## The pull of an opening crack

Engineers who model fracture need a traction–separation law: how hard two faces of a solid pull on each other when they stand a given distance apart. The table holds such a law for body-centred cubic titanium, computed by density functional theory. The crystal is cut along a {110} plane, and its two halves are moved apart as rigid blocks. Two openings, 1 and 1.5 Å, are left blank. How much work has been done there, how strong is the pull, and where does it peak?

Body-centred cubic Ti (a = 3.210 Å), opened rigidly across a {110} plane, with four atomic layers between cuts. Ansatz 0.2.0, PBEsol, plane-wave PAW, scalar-relativistic, no spin polarisation; cutoff 420 eV, k mesh 22×22×7, Gaussian smearing of 0.15 eV. Free energies are per area of cut, relative to the undisturbed crystal; positive traction is a pull.

```
opening (Å)  separation energy (mJ/m²)  traction (GPa (slope of the separation energy))
       -0.3                      284.9                                           -20.92
      -0.15                       63.6                                            -8.99
          0                          0                                            -0.04
       0.25                      110.8                                             7.50
        0.5                      379.7                                            14.04
       0.75                      783.5                                            17.73
          1                          ?                                                ?
        1.5                          ?                                                ?
          2                       2842                                            11.77
          3                       3642                                             4.92
        4.5                       4008                                             0.83
          6                       4053                                             0.05
```

The opening $x$ is the distance added between two neighbouring layers, which are 2.27 Å apart in the undisturbed crystal (the cube edge of 3.21 Å divided by $\sqrt{2}$). Only that undisturbed crystal is cubic; in every other row one gap between layers differs from the rest. The separation energy $E$ is the work done per area of the cut. The traction $\sigma$ is the slope of $E$ against $x$: positive when the halves pull on each other, negative when they have been pressed together and push back.

### Why the pull rises and then dies

A diatomic molecule behaves in the same way. At its equilibrium bond length there is no force. Stretch it a little and the force grows, as in a spring; stretch it far and the force vanishes, because the electron clouds that held the atoms together no longer overlap. Between these limits the force must pass through a maximum. The comparison carries over the shape of the curve but not its size, since in the metal many bonds share each area and electrons can move between them.

The known rows follow this course. The traction is practically zero in the undisturbed crystal, reaches 17.73 GPa at 0.75 Å and has fallen to 11.77 GPa at 2 Å. At 6 Å it has all but vanished, and the energy has levelled off at 4053 mJ/m². That is the price of two new surfaces, about 2.0 J/m² each.

This surface energy belongs to a particular model. The atoms near the cut may not relax, and the slab left between two cuts is only four layers thick. Magnetism is left out, also at the opened surfaces, and the PBEsol functional is combined with atomic datasets made for another functional, PBE; both may shift the absolute values. Body-centred titanium is moreover the high-temperature form of the metal and is unstable at absolute zero; here the fixed atoms keep it from collapsing into another structure. The numbers therefore describe an ideal cut through this lattice, not the breaking of a titanium part, which starts at defects and at far lower stress.

### What the energies say about the gap

The blank rows lie between two points at which both energy and traction are known. Because traction is the slope of the energy, the area under the traction curve must equal the energy gained. Between 0.75 and 2 Å the energy rises by 2842 − 783.5 = 2058.5 mJ/m². Divided by 1.25 Å, and with 1 mJ/m² per Å equal to 0.01 GPa, this gives a mean traction of 16.47 GPa.

A straight line between the two end values would have a mean of only 14.75 GPa. The real curve must therefore bulge above the line. The traction was also still climbing when it reached 0.75 Å, so the bulge is likely to contain the peak.

The simplest smooth curve with the right ends and the right area is a parabola. Let $t$ run from 0 at 0.75 Å to 1 at 2 Å, let $\sigma_0$ and $\sigma_1$ be the two end tractions, and let $\Delta$ be the excess of the true mean over that of the straight line, 16.47 − 14.75 = 1.72 GPa. Then

$$\sigma(t) = (1-t)\,\sigma_0 + t\,\sigma_1 + 6\Delta\,t(1-t).$$

The first two terms are the straight line and the last is the bulge. The factor 6 is there because the area under $t(1-t)$ between 0 and 1 is one sixth.

At an opening of 1 Å, $t$ = 0.25/1.25 = 0.2. The straight line gives 0.8 × 17.73 + 0.2 × 11.77 = 16.54 GPa, and the bulge adds 6 × 1.72 × 0.16 = 1.65 GPa, which makes 18.19 GPa. The energy follows from the area under the parabola up to that point, added to the energy at 0.75 Å:

$$E(t) = E_0 + h\left[\sigma_0 t + (\sigma_1-\sigma_0)\frac{t^2}{2} + 6\Delta\left(\frac{t^2}{2}-\frac{t^3}{3}\right)\right].$$

Here $E_0$ is 783.5 mJ/m² and $h$ is the width of the gap, 1.25 Å. The bracket is a traction in GPa, and 1 GPa times 1 Å is 100 mJ/m². With $t$ = 0.2 the total comes to 1234 mJ/m².

### How far to trust the parabola

A row that is already known can serve as a trial. If the row at 0.75 Å is covered up and rebuilt in the same way from those at 0.5 and 2 Å, the energy comes out 19 mJ/m² too low and the traction 1.1 GPa too low. The real gap is narrower than the one in this trial, so a range of 1.0 GPa seems fair for the traction. For the energy the range is set at about twice the trial's miss, because 1.5 Å lies deeper inside its gap. One trial supports a judgement, not a statistical error.

The forecasts are:

- at 1 Å, 1234 ± 40 mJ/m² and 18.2 ± 1.0 GPa;
- at 1.5 Å, 2118 ± 40 mJ/m² and 16.6 ± 1.0 GPa;
- the traction at 1 Å lies above that at 0.75 Å, while at 1.5 Å it lies below that at 0.75 Å but well above that at 2 Å;
- the peak lies near 1 Å.

### A curve meant for all metals

A second route starts from physics instead of from neighbouring rows. The attraction across the gap fades roughly exponentially, as the overlap of the electron clouds does. For many metals the energy is well described by the universal binding-energy relation,

$$E(x) = G\left[1-\left(1+\frac{x}{L}\right)e^{-x/L}\right],$$

where $G$ is the cost of the two surfaces and $L$ the length over which the attraction fades. Its slope is $\sigma = (G x/L^2)\,e^{-x/L}$, which peaks at $x = L$ with the value $G/(eL)$, where $e$ is 2.718.

This formula tells a reader what to look for in a related metal. Costly surfaces raise the peak, and a short fading length makes it both higher and earlier. A least-squares fit to the ten known energies of titanium gives $G$ = 4156 mJ/m² and $L$ = 0.87 Å, and with them a peak of 17.6 GPa.

The fit catches the overall shape but not the details. At 0.5 and 0.75 Å its energy is too high by roughly 100 mJ/m², and its peak is slightly lower than a traction already in the table. The universal curve was therefore expected to give too high an energy at 1 Å as well, and the parabola was preferred.

### The computed values

The withheld rows as computed:

```
opening (Å)  separation energy (mJ/m²)  traction (GPa (slope of the separation energy))
          1                       1245                                            18.81
        1.5                       2140                                            16.28
```

All four values fall inside their ranges. The forecast energies are too low by 11 and 22 mJ/m², about 1 % of the computed ones. The forecast traction is 0.6 GPa too low at 1 Å and 0.3 GPa too high at 1.5 Å. The order of the tractions is as forecast, and the largest value in the table, 18.81 GPa, stands at 1 Å. The true maximum may lie somewhat to either side, since the neighbouring rows are 0.25 and 0.5 Å away.

The misses have a common origin. A parabola is symmetric about its peak, whereas the computed traction climbs higher early in the gap and then drops faster between 1 and 1.5 Å. The known rows held a sign of this: between 0.5 and 0.75 Å the traction rose by 15 GPa per Å, while the parabola sets off at only about 3.5 GPa per Å. It flattens too soon, misses some of the early work, and makes up for it only towards 2 Å, where the total area is right by construction. That is why both energies are low although the two tractions err in opposite directions.

The universal curve gives 1324 mJ/m² at 1 Å, which is 79 mJ/m² too high, as expected. At 1.5 Å its energy is only 5 mJ/m² too low and beats the parabola. Yet its traction there is 1.6 GPa too small, the worse of the two by far. Its energy error is passing from too high to too low at this opening, so the curve crosses the computed one with the wrong slope. For a fracture model this matters: a good energy at one opening does not guarantee a good stress.

### Where titanium departs from the rule

The universal curve puts the peak traction at 17.6 GPa, some 7 % below the largest computed value. For a first estimate from two constants that is useful. Its errors are not random, however. At an opening of 0.25 Å it pulls with 10.3 GPa where the calculation finds 7.5 GPa, and from 0.75 to 2 Å it pulls too weakly. Titanium in this lattice gives way easily at first and then holds on harder than the rule allows.

The weak start also shows in the stiffness, the change of traction per length of opening. Averaged over each step between rows, it is 60 GPa per Å in the last step before the undisturbed spacing and 30 GPa per Å in the first step after it. Most of this drop is normal, because stretched bonds are softer than compressed ones: over the same two steps the universal curve falls from 65 to 41 GPa per Å. The oddity comes next. Between 0.25 and 0.5 Å the universal curve softens further, to 21 GPa per Å, while the computed stiffness almost stands still at 26 GPa per Å.

The energies and tractions alone cannot tell where this shape comes from. One guess is that titanium's d electrons rearrange among closely spaced levels as the layers part. The runs hold a faint hint in its favour: the energy correction for the smearing, which grows with the number of levels close to the highest filled ones, has a small local maximum at 0.25 Å. Finer steps between 0 and 0.5 Å would trace the standstill, and the electronic levels at each step would put the guess to the test. Until then it remains open why this crystal yields so readily to the first quarter of an ångström and resists so firmly afterwards.
